**Question**

I am looking at a map of titanium in its close-packed hexagonal structure. The lattice constant a is the spacing of neighbouring atoms within a flat layer, and c is the height of the repeating unit, which holds two layers. Each column of the table keeps a fixed while c runs down the rows.

Hexagonal close-packed Ti, computed with Ansatz 0.2.0 using scalar-relativistic r2SCAN DFT with PAW, a 520 eV plane-wave cutoff, an 18×18×10 k mesh, cold smearing of 0.05 eV and no spin polarisation. Free energies are relative to the relaxed cell, and the atoms keep their fractional coordinates in every cell.

```tsv
lattice c (Å)	free energy change at lattice a 2.7296 angstrom (meV an atom)	free energy change at lattice a 2.7981 angstrom (meV an atom)	free energy change at lattice a 2.8666 angstrom (meV an atom)	free energy change at lattice a 2.9351 angstrom (meV an atom)	free energy change at lattice a 3.0036 angstrom (meV an atom)	free energy change at lattice a 3.0721 angstrom (meV an atom)	free energy change at lattice a 3.1405 angstrom (meV an atom)
4.082	548.6	379.0	257.6	178.6	136.2	125.0	140.5
4.267	368.8	226.4	130.4	75.5	56.5	67.8	104.3
4.453	243.5	125.7	52.4	18.3	18.2	47.1	100.5
4.638	166.4	71.2	17.0	0.0	15.4	59.2	126.6
4.824	130.8	54.9	18.4	16.4	45.3	101.3	180.0
5.010	130.4	73.6	51.6	62.8	102.9	168.5	256.3
5.195	154.8	117.6	111.2	134.0	183.9	258.2	352.6
```

I work with titanium coatings, so I care about what happens when a crystal is squeezed or stretched along one direction and not another. My questions, the easy ones first:

1. What does the zero mean, and do the unrelaxed atoms spoil the other entries?
2. Is it harder to change a or c?
3. Why does squeezing cost more than stretching by the same amount?
4. If I change both a and c, may I add the two costs?
5. If a substrate dictates a, what does c do, and how much energy does that save?
6. Does the crystal simply keep its volume?
7. Would zinc, which has the same type of structure, look similar?
8. In the first energy column, two neighbouring rows read 130.8 and 130.4. Is that a flat region, and which digits count?

**Answer**

**1. The zero**

The zero is the cell with a = 2.9351 Å and c = 4.638 Å, where this calculation finds the crystal at rest. Every other entry is the extra energy per atom needed to hold the crystal in a different cell. The map compares only cells of this one structure, so its zero does not tell you whether another crystal form of titanium lies lower.

The unrelaxed atoms do no harm here. In many crystals the atoms shift inside a strained cell and lower its energy, and a map that forbids this makes the strain look too costly. In this structure, symmetry fixes the position of both atoms relative to the cell edges. As long as the strain keeps that symmetry, as it does throughout this map, there is no such shift to miss.

**2. Changing a is harder**

Take the row with c at rest and go to the two outermost columns, where a is 7% too short or too long. The mean cost is about 147 meV an atom. Now keep a at rest and change c by 8% either way: the mean cost is only 69 meV. The smaller percentage change in a costs about twice as much.

The main reason is geometry. A change of a strains the crystal along two perpendicular directions in the layer, while a change of c strains it along one. If all three directions were equally stiff and independent, a would cost twice as much as c at equal percentages.

At equal percentages the real ratio is higher. The cost grows about as the square of the strain, so scaling the 7% change of a up to 8% brings the ratio to about 2.8. Elasticity theory supplies a reason: a metal pulled along one direction tends to shrink sideways. Stretching a pulls on both directions in the layer at once, so each stretch also works against the shrinking that the other one calls for, and the two costs come to more than their sum. The table never strains one in-plane direction alone, so this part rests on theory, but question 4 shows the same kind of coupling between a and c.

**3. Squeezing meets a steeper wall**

When atoms are pushed together, their electrons are confined to less space and gain kinetic energy, and the inner shells begin to overlap. Both effects grow quickly as distances shrink. When atoms are pulled apart, the bonds weaken and the restoring force grows more slowly than the displacement. The energy curve is therefore steeper on the short side.

The numbers show how this lopsidedness grows. With c at rest, squeezing a by two columns costs 12.0 meV more than stretching it by two. At three columns the difference is 39.8 meV, or 3.3 times as much. An ideal spring would give no difference at all, while a correction that grows as the cube of the displacement would give 1.5³ ≈ 3.4. The spring picture thus serves for small strains, and a cubic correction accounts for most of what it leaves out.

**4. The costs do not add**

Lengthen a by one column and c by one row. Separately, the two changes cost 15.4 and 16.4 meV, which makes 31.8 meV. The table gives 45.3 meV for both together. If you lengthen a but shorten c, the opposite happens: the separate costs add up to 33.7 meV, yet the combined change costs only 18.2 meV.

The natural reading is that a and c act on the same electrons and partly on the same bonds, though the map cannot split the coupling between the two. Stretching the layers thins out the electrons and lengthens the contacts between neighbouring layers. Bringing the layers closer together undoes part of both. Stretching c as well makes both worse.

A compact way to write this uses x for the change in a and y for the change in c:

ΔE ≈ ½Ax² + ½Cy² + Bxy

A and C are the stiffnesses for each change on its own, and B is the coupling. A positive B penalises changes of the same sign and rewards changes of opposite sign, as the table shows. The formula also says that the departure from simple addition should be equally large in all four combinations of longer and shorter. The table gives between 13.5 and 17.1 meV, largest when both are squeezed, where the steep wall of question 3 adds its share.

**5. With a held fixed, c moves the other way**

For a given x, the formula has its lowest energy at y = −(B/C)x. A layer squeezed in its plane should grow taller, and a stretched one should become thinner. This is the Poisson effect, familiar from a rubber band that thins when pulled.

The table behaves this way. A parabola through the three rows around the lowest entry puts the best c at 4.92 Å for the smallest a and at 4.38 Å for the largest. Measured from rest, these are shifts of 0.28 and 0.25 Å in opposite directions. The formula would make them equal, and it also gives their size. Counted in steps of the table, B is about 15.3 meV (the mean departure in question 4) and C is 16.4 + 18.3 = 34.7 meV. Three columns in a should then move c by 3 × 15.3/34.7 rows of 0.186 Å, or about 0.25 Å. That is right on the stretched side and about an eighth short on the squeezed side.

The saving is real but modest. At the smallest a, moving from the rest value of c to the best row lowers the cost from 166.4 to 130.4 meV, a little over a fifth. At the largest a the saving is again about a fifth. For a coating locked to its substrate with the close-packed layers lying flat on it, this means that a free surface lets the film change its thickness, but most of the strain energy stays in it.

**6. The volume is not kept**

It is tempting to picture the metal as an incompressible putty that rises when squeezed from the sides. That picture gives a definite estimate. The volume is proportional to a²c, so keeping it at the smallest a would require

c = 4.638 Å × (2.9351/2.7296)² ≈ 5.36 Å.

The best c is only 4.92 Å. The putty picture gets the direction right, but c makes only about two fifths of the move needed to keep the volume.

One entry shows why. The cell with the largest a and the smallest c has almost the rest volume, 17.4 against 17.3 Å³ an atom. Yet it costs 140.5 meV, more than the 126.6 meV for leaving c alone at that same a. Restoring the volume completely is worse here than not adjusting c at all.

The distances between atoms make this plausible. At rest, each atom has six neighbours in its own layer at 2.94 Å and six in the adjacent layers at 2.87 Å. In the cell just described, the first six have moved out to 3.14 Å. The other six have been pushed in to √(a²/3 + c²/4) = √(3.29 + 4.17) ≈ 2.73 Å. The volume is nearly right, but half the contacts are too long and half too short.

A solid metal resists changes of shape as well as changes of volume, and the best c is a compromise between the two. A liquid, which has no lasting resistance to a change of shape, would follow the putty picture much more closely.

**7. Zinc would be more lopsided**

Titanium's twelve nearest neighbours are almost equally far away, so the crystal is held together about as firmly between the layers as within them. In zinc the layers stand much further apart relative to the spacing inside them, and the bonds between layers are weaker. Zinc is known to be far easier to compress along c than within the layers. In a map like this one, changing c would therefore look cheap beside changing a, and the contrast of question 2 would be stronger.

The neighbour distances are thus a useful first guide. If the contacts within and between layers are nearly equal, as in titanium, expect the two-directions-against-one argument, together with the sideways coupling of question 2, to account for the difference. If they are very unequal, expect the direction with the long contacts to be the soft one.

**8. The near-tie is the bottom of a valley**

The entries 130.8 and 130.4 lie on either side of a minimum, like two points at nearly equal height on opposite slopes of a valley. The parabola used in question 5 puts the true bottom about 3 meV below the lower of them. The order of these two entries therefore carries no physical meaning, and the same holds for 18.3 and 18.2 in the row at c = 4.453 Å.

All cells share the same settings, so part of the numerical error cancels when neighbouring entries are compared. The cancellation is not perfect, and the last decimal should not be trusted even there. Still less is it the accuracy for real titanium. Another density functional would give slightly different rest values of a and c and slightly different stiffnesses. The energies also leave out the vibrations of the atoms, which make a real crystal expand on heating.

The calculation also kept the electron spins paired. That is sound for titanium near rest, which is not magnetic, but it is untested for the most stretched cells. For practical use, I would rely on the direction of the trends and on ratios such as "twice as costly" or "a fifth saved", and not on single tenths of a meV.
